**Question**

Anderson's theorem, as I learned it, says that if you pair each exact eigenstate of the disordered metal with its time reverse and take a uniform gap, you get back the clean result k_B T_c = 1.13 ħω_D exp(−1/N(0)V) with no mean free path in it, and that this only breaks down when the states are localised so strongly that N(0) Δ L_loc³ drops below one. But a fraction of a per cent of indium, which is non-magnetic, lowers T_c of tin visibly, and such an alloy is nowhere near localisation. Which step of the proof fails, and can one calculate by how much?

**Answer**

The step that fails is hidden in the words "uniform gap". The proof needs the pair potential to be a multiple of the identity operator, that is, the same at every point in space and also the same for every direction on the Fermi surface. Localisation attacks the first half of that statement. Your alloy violates the second half: the gap of pure tin depends on direction, that anisotropy raises T_c of the pure crystal a little, and scattering averages it away. The first correction is linear in 1/ℓ and comes out in closed form.

**1. Conventions, and where the assumption enters**

N(0) is the density of states at the Fermi level per spin and per volume, V > 0 is the attraction (energy × volume), λ = N(0)V, Ω is the sample volume, ξ is measured from the Fermi level, and the Matsubara energies are ω = (2n+1)πk_BT. Brackets ⟨…⟩ denote the Fermi-surface average weighted with the density of states. The theory is weak-coupling BCS with the attraction acting for |ω| < ħω_D ≡ k_BΘ.

Take the simplest anisotropic interaction, a separable one between Bloch states,

V(k,k′) = −V φ_k φ_k′,  φ_k = 1 + a_k,  ⟨a⟩ = 0,  a_k = a_−k real,

and assume that the impurities leave it unchanged. The gap is then Δ_k = Δ φ_k, or as an operator Δ φ̂ with φ̂ = 1 + â diagonal in k.

Let |n⟩ be the exact eigenstates of band structure plus impurity potential, with energies ξ_n. Without magnetic scattering the time reverse |n̄⟩ has the same energy. To first order in Δ, the amplitude for the pair (n↑, m̄↓) is Δ⟨n|φ̂|m⟩/[(ξ_n − iω)(ξ_m + iω)]. Feeding it back through the interaction gives the equation for T_c:

1 = V k_BT Σ_ω K(ω),
K(ω) = (1/Ω) Σ_nm |⟨n|φ̂|m⟩|² / [(ξ_n − iω)(ξ_m + iω)].  (1)

The assumption enters right here. If φ̂ = 1, orthonormality gives ⟨n|φ̂|m⟩ = δ_nm, each state pairs only with its own time reverse, and

K(ω) = (1/Ω) Σ_n 1/(ξ_n² + ω²) = πN(0)/|ω|.

The wave functions have dropped out, and the mean free path with them. With M = Θ/(2πT) positive frequencies below the cutoff,

πk_BT Σ_ω 1/|ω| = Σ_{n=0}^{M−1} 1/(n+½) = ψ(M+½) − ψ(½) ≈ ln(2e^C Θ/πT),

where ψ is the digamma function, C is Euler's constant, ψ(½) = −C − ln 4, and ψ(M+½) = ln M up to 1/(24M²). Since 2e^C/π = 1.134, this is Anderson's result of 1959, k_BT_c = 1.13 ħω_D exp(−1/λ).

If φ̂ ≠ 1, then â does not commute with the impurity potential, the exact eigenstates are not eigenstates of â, and the terms n ≠ m in (1) survive.

**2. The kernel with an anisotropic gap**

Write |⟨n|φ̂|m⟩|² = δ_nm(1 + 2⟨n|â|n⟩) + |⟨n|â|m⟩|².

The cross term vanishes. Summed over the states at a given energy it becomes Σ_k a_k A(k,ξ), with A the impurity-averaged spectral function. For k_Fℓ ≫ 1 this is a narrow normalised peak at the Fermi surface, so the sum is proportional to N(0)⟨a⟩ = 0.

For the last term define

g(ε) = average over n at the Fermi level of Σ_m |⟨n|â|m⟩|² δ(ξ_n − ξ_m − ε).

This is the Fourier transform of the autocorrelation function ⟨a(t)a(0)⟩ of the quantity a(k) carried by an electron as it is scattered around the Fermi surface. For k_Fℓ ≫ 1 that motion obeys the Boltzmann equation. With isotropic scattering, ∂f/∂t = −(f − ⟨f⟩)/τ, anything of zero average decays as exp(−t/τ), so

⟨a(t)a(0)⟩ = ⟨a²⟩ exp(−|t|/τ),  g(ε) = ⟨a²⟩ (1/π) γ/(ε² + γ²),  γ = ħ/τ.

Now do the two integrals for ω > 0. Put ξ_n = ξ and ξ_m = ξ − ε, and close the ξ contour around the pole at ξ = iω:

∫dξ 1/[(ξ − iω)(ξ − ε + iω)] = 2πi/(2iω − ε) = 2π/(2ω + iε).

As a function of ε this has its pole in the upper half plane. Close the ε contour below, on the pole of the Lorentzian at ε = −iγ, which replaces iε by γ and gives π/(ω + γ/2). Therefore

K(ω) = πN(0) [ 1/|ω| + ⟨a²⟩/(|ω| + ħ/2τ) ].  (2)

The isotropic part of the gap is protected exactly, because the identity is a conserved quantity whose correlation function never decays. The anisotropic part is not protected: it feels ordinary potential scattering as a pair breaker of strength ħ/2τ.

**3. The equation for T_c**

Define u = ħ/(4πτk_BT). The second frequency sum is

Σ_{n=0}^{M−1} 1/(n+½+u) = ψ(M+½+u) − ψ(½+u) ≈ ln M + ln(1 + γ/2k_BΘ) − ψ(½+u),

because u/M = γ/(2k_BΘ). Equation (1) becomes

1/λ = (1+⟨a²⟩) ln(1.134 Θ/T) − ⟨a²⟩ [ψ(½+u) − ψ(½) − ln(1 + γ/2k_BΘ)].

For γ = 0 this gives the pure crystal, T_c0 = 1.134 Θ exp[−1/(λ(1+⟨a²⟩))], which lies above the isotropic value. Subtracting the pure equation,

ln(T_c/T_c0) = −χ [ψ(½+u) − ψ(½) − ln(1 + γ/2k_BΘ)],  χ = ⟨a²⟩/(1+⟨a²⟩),  (3)

with u evaluated at T_c. This is the anisotropy effect worked out by Markowitz and Kadanoff in 1963.

First correction. For u ≪ 1 use ψ′(½) = π²/2:

k_B δT_c = −χ πħ/(8τ).  (4)

Neither λ nor Θ nor T_c0 appears. The cutoff logarithm in (3) reduces this slope by the fraction 4T_c0/(πΘ). With τ = ℓ/v_F, ξ₀ = ħv_F/(πΔ₀) and Δ₀ = πe^(−C) k_BT_c0 = 1.764 k_BT_c0, one has u = 0.441 ξ₀/ℓ at T_c0, and (4) reads

δT_c/T_c0 = −(π³e^(−C)/8) χ ξ₀/ℓ = −2.18 χ ξ₀/ℓ.

Range of the linear law. The next term of ψ(½+u) − ψ(½) is −7ζ(3)u², which is 1.7u relative to the first. It reaches ten per cent already at ℓ = 7.5 ξ₀. For ℓ < ξ₀ the fall is only logarithmic in 1/ℓ.

Dirty limit. For γ ≫ k_BΘ one has ψ(½+u) ≈ ln u, the bracket in (3) tends to ln(1.134 Θ/T_c), and the equation collapses to 1/λ = ln(1.134 Θ/T_c). Anderson's formula returns, with the averaged interaction. The whole available drop is

ln(T_c∞/T_c0) = −⟨a²⟩ L₀,  L₀ = ln(1.134 Θ/T_c0).  (5)

So the theorem describes the isotropic model at any ℓ, and a real metal once it is dirty. It does not say that the dirty T_c equals the T_c of the pure anisotropic crystal.

Two generalisations leave the form of (4) intact.

(a) Non-separable interaction. Let Λ be the symmetric coupling matrix on the Fermi surface, P the projector on the constant function, L = ln(1.134 Θ/T) and h the bracket in (3). The argument that gave (2) gives the gap equation Δ = Λ[L − h(1−P)]Δ, that is [Λ⁻¹ + h(1−P)]Δ = LΔ. First-order perturbation theory for the lowest eigenvalue gives δL = hχ with χ = (⟨Δ²⟩ − ⟨Δ⟩²)/⟨Δ²⟩, taken over the gap function of the pure crystal. Equation (4) therefore measures the variance of the real gap. The shape of (3) at large u and the limit (5) do depend on the separable form.

(b) Anisotropic scattering. The linear term needs only the initial decay rate of the correlation function, 1/τ_a. On a spherical Fermi surface a harmonic of order l relaxes with the weight 1 − P_l(cos θ), while the resistivity uses 1 − cos θ. For isotropic scattering τ_a = τ_tr. For small-angle scattering τ_tr/τ_a = l(l+1)/2, which is 3 for l = 2, the lowest harmonic allowed in tetragonal white tin, and 10 for l = 4, the lowest in a cubic metal. A slope of T_c against residual resistivity fixes only the product χ τ_tr/τ_a.

**4. Size in Sn–In**

Inputs, all typical or approximate: T_c0 = 3.72 K, Θ = 200 K, ξ₀ = 230 nm, ρℓ = 1.05×10⁻¹¹ Ω cm², residual resistivity 0.6 µΩ cm per at.% In, ⟨a²⟩ = 0.02 (an rms gap variation of 14 %), and τ_a = τ_tr as a model assumption. Taking v_F from ξ₀ has the advantage that it is the phonon-dressed velocity, and the dressed rate v_F/ℓ is the one that competes with k_BT_c.

These give ħv_F/k_B = π × 1.764 × T_c0 ξ₀ = 4741 nm K (v_F = 6.2×10⁷ cm/s), χ = 0.0196, L₀ = 4.11, λ = 0.24 and M = 8.6, large enough for the logarithmic form of the sums. For x at.% indium, ℓ = 175 nm/x and ħ/(τk_B) = 27 K × x.

The slope (4) is

dT_c/d(1/ℓ) = −χ π ħv_F/(8k_B) = −3.65×10⁻⁶ K cm,

equivalent to −0.35 K per µΩ cm or −0.21 K per at.% In. The cutoff term trims it by 2.4 %. Solving (3) self-consistently gives the model's drop T_c0 − T_c (a third figure is kept only so that the columns can be compared):

x (at.%) | ξ₀/ℓ | ħ/τk_B (K) | linear law (4), mK | equation (3), mK
0.03 | 0.039 | 0.81 | 6 | 6
0.1 | 0.13 | 2.7 | 21 | 19
0.3 | 0.39 | 8.1 | 63 | 47
1 | 1.3 | 27 | 209 | 106
3 | 3.9 | 81 | 626 | 170

The limit (5) is a drop of 0.29 K. The linear law is good to ten per cent up to about 0.1 at.% and overshoots by a factor of two at 1 at.%. The cutoff logarithm accounts for 13 mK in the last row; that piece depends on treating the cutoff as a sharp edge in frequency and should be read as an uncertainty of that size.

A steep initial fall of T_c, linear in 1/ℓ and much the same for different solutes, followed by a flattening, is the behaviour that Lynton, Serin and Zucker described for dilute tin alloys in 1957. The numbers above are no test of the theory, because the usual ⟨a²⟩ of tin comes from fitting this formula to such alloys. As typical knowledge, the initial slope for tin is usually quoted near −2.7×10⁻⁶ K cm and the net depression at about 3 at.% In near 0.1 K, so with these inputs the model's slope is too steep by about a third and its last row too large by a factor approaching two. The first miss is within the freedom in ⟨a²⟩, τ_tr/τ_a, ξ₀ and ρℓ. The second also involves the terms of the next section.

**5. What competes with it**

The theorem holds N(0), V and ω_D fixed, and alloying changes all three linearly in x. From the pure formula, δT_c/T_c0 = δΘ/Θ + L₀ δλ/λ. Rough sizes per at.% In:

- Electron count. Indium brings 3 valence electrons in place of 4. With free electrons at fixed atomic volume, N(0) ∝ n^(1/3) falls by 0.083 %, which at fixed V lowers T_c by 13 mK. For a polyvalent metal whose Fermi surface is cut by many zone faces, this indicates the scale and not reliably the sign.
- Mass. With atomic masses 114.8 and 118.7 and Θ ∝ (mean mass)^(−1/2) at fixed λ, T_c rises by 0.6 mK, which is negligible.
- Disorder dependence of the electron–phonon coupling. The natural small parameter is 1/(k_Fℓ). With four free electrons per atom and a molar volume of about 16.3 cm³, k_F = 16.4 nm⁻¹ and k_Fℓ = 2.9×10³ at 1 at.%. A relative change of λ by 1/(k_Fℓ) moves T_c by 5 mK; the numerical prefactor is not derived here.

Against the initial 0.21 K per at.% these are corrections of several per cent. But the local slope of (3) has fallen to 19 mK per at.% at x = 3, where the linear terms are of the same size. Below a few tenths of an at.% the anisotropy term dominates. Above about 1 at.% it cannot be separated from the alloying terms without fitting a term linear in x alongside it, and (3) alone predicts neither where the curve flattens nor whether it turns up.

**6. The other half of the assumption: uniformity in space**

Return to an isotropic contact interaction and let Δ depend on position. The linearised equation is Δ(r) = V k_BT Σ_ω ∫K_ω(r,r′) Δ(r′) d³r′, and orthonormality gives the exact sum rule

∫K_ω(r,r′) d³r′ = Σ_n |ψ_n(r)|²/(ξ_n² + ω²).

A constant Δ solves the equation only if the right side does not depend on r, that is, if the local density of states, smoothed over an energy of order k_BT_c or Δ, is uniform. For extended states with k_Fℓ ≫ 1 it is, to high accuracy. For states localised on a length L_loc, only those within a volume of order L_loc³ have weight at r. Their number in the energy window is of order N(0) Δ L_loc³, and the relative fluctuation of the low-energy part of the sum is of order the inverse square root of that number. When the number is large the uniform solution survives even though every state is localised. When it falls below one, the level spacing 1/(N(0)L_loc³) exceeds Δ and cuts off the Cooper logarithm before the temperature does. This is the criterion of Ma and Lee (1985), with L_loc^d in d dimensions; it is an order-of-magnitude condition, and it leaves out the Coulomb repulsion.

With tin's parameters, a typical Sommerfeld coefficient γ_S of 1.78 mJ mol⁻¹ K⁻² gives N(0) = 3γ_S/(2π²k_B²) per molar volume, or 14 eV⁻¹ nm⁻³ per spin; Δ₀ = 0.57 meV, and N(0)Δ₀L³ = 1 at L = 5.0 nm. To get there the states must first be localised, which needs k_Fℓ near one. The precursors in a three-dimensional metal, weak localisation and the diffusion-enhanced Coulomb repulsion, scale as 1/(k_Fℓ)², which is 1.2×10⁻⁷ at 1 at.% In. Even multiplied by L₀² = 17 this is a relative shift of 2×10⁻⁶, against 2.8 % from anisotropy. Localisation plays no part in what you see in Sn–In.

**7. The same formula for aluminium wiring**

Aluminium has a long coherence length, so ordinary interconnect or qubit metallisation is far beyond the linear regime. With the approximate inputs T_c0 = 1.18 K, Θ = 430 K, ξ₀ = 1600 nm, ⟨a²⟩ = 0.01 and an illustrative ℓ = 100 nm from isotropic point scattering, ħ/(τk_B) = 105 K and u = 7.1 at T_c0. The linear law would claim 0.41 K and is inapplicable. Equation (3) gives a drop of 44 mK out of a limit (5) of 69 mK: most of the anisotropy bonus is already spent. This is the model's number for the anisotropy term alone. Thin deposited aluminium films typically have a T_c above the bulk value, by something like 0.1 K or more when thin or fine-grained, so for the net shift of such a film the model misses even the sign; effects outside it, tied to surfaces and grain structure, outweigh the loss of anisotropy.

**8. In short**

The proof uses φ̂ = 1 to reduce the double sum (1) to its diagonal. An anisotropic gap keeps the off-diagonal terms, whose spread in energy is ħ/τ, and the result is (3): an initial drop k_B δT_c = −χπħ/8τ, logarithmic flattening once ℓ < ξ₀, and Anderson's formula with the averaged interaction as the dirty limit. For Sn–In the model gives about 0.02 K at 0.1 at.% and 0.11 K at 1 at.%, probably on the high side by the margins stated in section 4, with alloying terms of order 10 mK per at.% taking over at a few at.%.